Al3Ni2 (P-3m1, 5 atoms in the cell) strained equally along x and y in the basal plane, with c and the fractional coordinates fixed. Ansatz 0.2.0, plane-wave PAW, r2SCAN, scalar-relativistic, no spin polarisation, cutoff 500 eV, k mesh 12×12×10, Gaussian smearing of 0.15 eV. Energies are free energies relative to the unstrained cell; pressure is positive in compression.

```csv
strain,energy change (meV/atom),tensile stress along pattern (GPa),pressure (GPa)
-0.1,399.2,-120.22,49.03
-0.05,86.1,-46.19,18.68
0,0.0,0.04,0.01
0.025,17.7,15.81,-6.27
0.075,140.0,37.23,-14.54
```

**What happens**

This crystal stiffens as it is squeezed in its basal plane and softens as it is stretched. In a perfect spring the energy grows as the square of the strain, so doubling the strain costs four times as much and tripling it nine times. Here, doubling the squeeze from 5 to 10 % multiplies the energy change by 4.6. Tripling the stretch from 2.5 to 7.5 % multiplies it by only 7.9.

Dividing the energy change by the squared strain puts both sides on one scale. A perfect spring would give the same number in every strained row. The r2SCAN energies give 39.9 eV per atom at −0.1 and 24.9 at 0.075, with the other two rows falling in order between them. The strongest squeeze therefore costs 1.6 times as much per squared strain as the strongest stretch.

The condition of the test matters. Both directions in the plane are strained equally, the length along c is held, and the atoms keep their fractional positions. The column "tensile stress along pattern" is the sum of the two in-plane stresses, so the stress on each axis is half the printed value. At 0.075 that is about 19 GPa of tension.

Three explanations suggest themselves. The asymmetry could come from the way strain is measured, from the directions that are held fixed, or from the bonds themselves.

**The tempting answer: it is only the strain measure**

A rod squeezed to half its length and a rod stretched by half have the same plain strain apart from the sign, yet the first change is plainly the more drastic. In the limit, a rod squeezed by 100 % has no length left, while one stretched by 100 % is merely twice as long. Logarithmic strain, the logarithm of new length over old, takes account of this. If the asymmetry were mere bookkeeping, the energy divided by the squared logarithmic strain should be constant.

It isn't constant. The ratio between the strongest squeeze and the strongest stretch drops from 1.60 to 1.34, so a clear preference for stretching remains. Logarithmic strain reduces the effect but doesn't remove it.

One could try a measure that penalises compression still more. Eulerian strain, which refers the deformation to the new length instead of the old one, brings the ratio to 0.94 and makes the curve nearly flat. This is useful for describing the data, and the same measure underlies the Birch–Murnaghan equation of state. It isn't a cause, however, because a spring that is perfect in Eulerian strain is one that stiffens under compression when judged by its actual length.

For the same reason no fixed share of the asymmetry can be blamed on the measure. Logarithmic strain seems to explain somewhat less than half of the excess, and Eulerian strain slightly more than all of it. The energy needed to reach a given cell is the same whichever scale is used to label that cell. The question of why the short cell is so expensive is still open.

**The second answer: the held directions**

A crystal squeezed in the plane would like to grow along c, and its atoms would like to shift. Here they may do neither, so some energy is stored that a free crystal would release. This energy is real, and it makes every strained row an upper bound to the relaxed one. Whether it can produce a difference between squeezing and stretching is another matter.

Consider the limit of a perfectly harmonic crystal. The stress along c and the forces on the atoms would then be proportional to the in-plane strain. Relaxation would release an energy proportional to the square of that strain, with the same factor on both sides. Holding c and the atoms would make such a crystal stiffer, but equally stiff in both directions.

The calculation shows that the response isn't proportional. The push along c, taken as a force on the basal area of the unstrained cell and divided by the strain, is 218 GPa at −0.1 but only 98 GPa at 0.075. The largest atomic force per unit strain falls in a similar way, from 7.2 to 2.5 eV/Å. The coupling between the in-plane strain and the held directions thus grows under compression too. Holding them passes on an anharmonicity that the crystal already has.

They may nevertheless enlarge it considerably. With an assumed stiffness of 300 GPa along c, the energy held by the fixed length is of the order of 100 meV per atom at −0.1 and of the order of 10 at 0.075. Letting c relax is therefore expected to lower the squeezed side much more than the stretched one, though the gap narrows if the squeezed crystal is also stiffer along c. How much asymmetry would survive in a fully relaxed cell was not calculated.

**The third answer: bonds that stiffen when shortened**

The closest neighbours are Al and Ni atoms, 2.42 Å apart in the unstrained crystal. A bond lying flat in the basal plane would take up the whole in-plane strain, and an upright one would take up none. Both kinds are nearly realised here. One set of Al–Ni contacts is slanted but almost flat, and another runs along c and keeps its length.

Of these two sets, only the slanted contacts change length. They shorten to 2.20 Å at −0.1 and, by the geometry of the cell, lengthen to about 2.59 Å at 0.075. That is about 2.2 Å per unit strain on either side, so contacts that acted as perfect springs would give almost no asymmetry. The geometry of these contacts therefore isn't the cause. The unevenness must lie in how the energy itself responds when the atoms come closer or move apart. When two atoms are pushed together, their electron clouds are crowded together and the Pauli repulsion rises steeply, roughly exponentially. When they are drawn apart, the repulsion fades quickly and leaves a bonding attraction that changes more slowly and itself weakens with distance.

That is the standard reason why a bond is stiffer on its short side, and it fits what the table shows. The calculation gives total energies, however, and doesn't separate repulsion from attraction. The stiffening is a result; its assignment to short-range repulsion is an argument from general bonding physics. In a metal such as this one, squeezing also confines the conduction electrons to a smaller volume, which is expected to add to the cost.

**A simple model**

A simple energy curve with a steep short side and a soft long side is the Morse form, written here for the strain of the cell instead of the length of one bond:

E = A (1 − exp(−sε))²

Here E is the energy change per atom and ε the strain. For small strain this becomes E ≈ A s² ε² (1 − sε). The first factor is the ordinary spring, and the bracket raises the cost for negative ε and lowers it for positive ε.

A least-squares fit to the energies of the four strained rows, with s searched on a grid, gives A = 4.155 eV per atom and s = 2.7. A is the height that the formula would reach at very large stretch, far outside the data, so it shouldn't be read as a bond energy. What the rows do test is the product A s², which sets the stiffness, and s itself, which sets the bend of the curve. When each row in turn is left out of the fit and then predicted, the typical miss is about 3 meV per atom, under 1 % of the energy at the strongest squeeze.

The model also gives a handy rule. For a squeeze and a stretch of equal size u, the ratio of their energies is exp(2su). At 5 % this is exp(0.27), or about 1.3. The table has no pair of rows with equal and opposite strain, so this ratio is an interpolation.

The stresses offer a check, because only energies entered the fit. Stretching by a further dε does work equal to the volume times the summed stress S times dε/(1 + ε). The volume per atom is V₀(1 + ε)², with V₀ = 13.52 Å³, so S is the slope dE/dε divided by V₀(1 + ε).

Take the row at 0.075, whose energy was part of the fit:

- The exponential is exp(−2.7 × 0.075) = 0.817.
- The slope is 2 × 4.155 × 2.7 × (1 − 0.817) × 0.817 ≈ 3.36 eV per atom.
- The divisor is 13.52 × 1.075 = 14.53 Å³, which gives 0.231 eV/Å³.
- With 1 eV/Å³ equal to 160.2 GPa, S ≈ 37.0 GPa.

The calculated value is 37.2 GPa, and the other rows agree as closely. This shows that the curve has the right slope as well as the right height, and that energies and stresses belong to one smooth branch. It doesn't prove the microscopic cause, since stress is the slope of the same energy. A spring in Eulerian strain, with a single constant, also comes within several per cent of the energies.

**How far the numbers decide**

Logarithmic bookkeeping fails as a full explanation, because a sizeable asymmetry remains after the correction. The held directions fail as an origin, because a harmonic crystal with the same restrictions would be symmetric, though they probably magnify the effect. What remains is a crystal whose bonding is anharmonic. Short-range repulsion is a likely main reason. The shortened Al–Ni contacts are consistent with it, but no row isolates it or shows which pairs of atoms contribute most.

**What to do about it**

For small strains the useful number is the sum of two elastic constants, C₁₁ + C₁₂. The curvature of the fitted energy gives 359 GPa, and the slope of the three stresses around zero gives 364 GPa. Multiplying about 360 GPa by the strain gives the stress on each in-plane axis. This stiffness holds for fixed fractional positions, and relaxing the atoms could only lower it. Spin was switched off, so a magnetic state with another stiffness hasn't been ruled out.

The straight-line rule wears out quickly. At 2.5 % stretch it predicts 9.0 GPa per axis, whereas the calculation gives 7.9. At 5 % squeeze it predicts 18 GPa, whereas the calculation gives 23. Beyond a per cent or two, use the curved model or the table itself.

When such a stiffness is to be extracted from energies, strain the cell by equal amounts in both directions and average. The leading asymmetry then cancels. A single stretched point at 0.025 would give a stiffness about 7 % below that of the fitted curve (28.3 against 4.155 × 2.7² = 30.3 eV per atom), and a single squeezed point at −0.05 would give one about 14 % above it.

For a film that is free to change its thickness, these energies are too high, and the stresses are expected to be too large as well, probably most of all under compression. Such a case needs new runs in which c and the atomic positions relax at each in-plane strain. Nor should the last row be taken for a strength. The stress is still rising at 0.075, and any maximum that the Morse curve has further out comes from its formula, not from a calculated point.
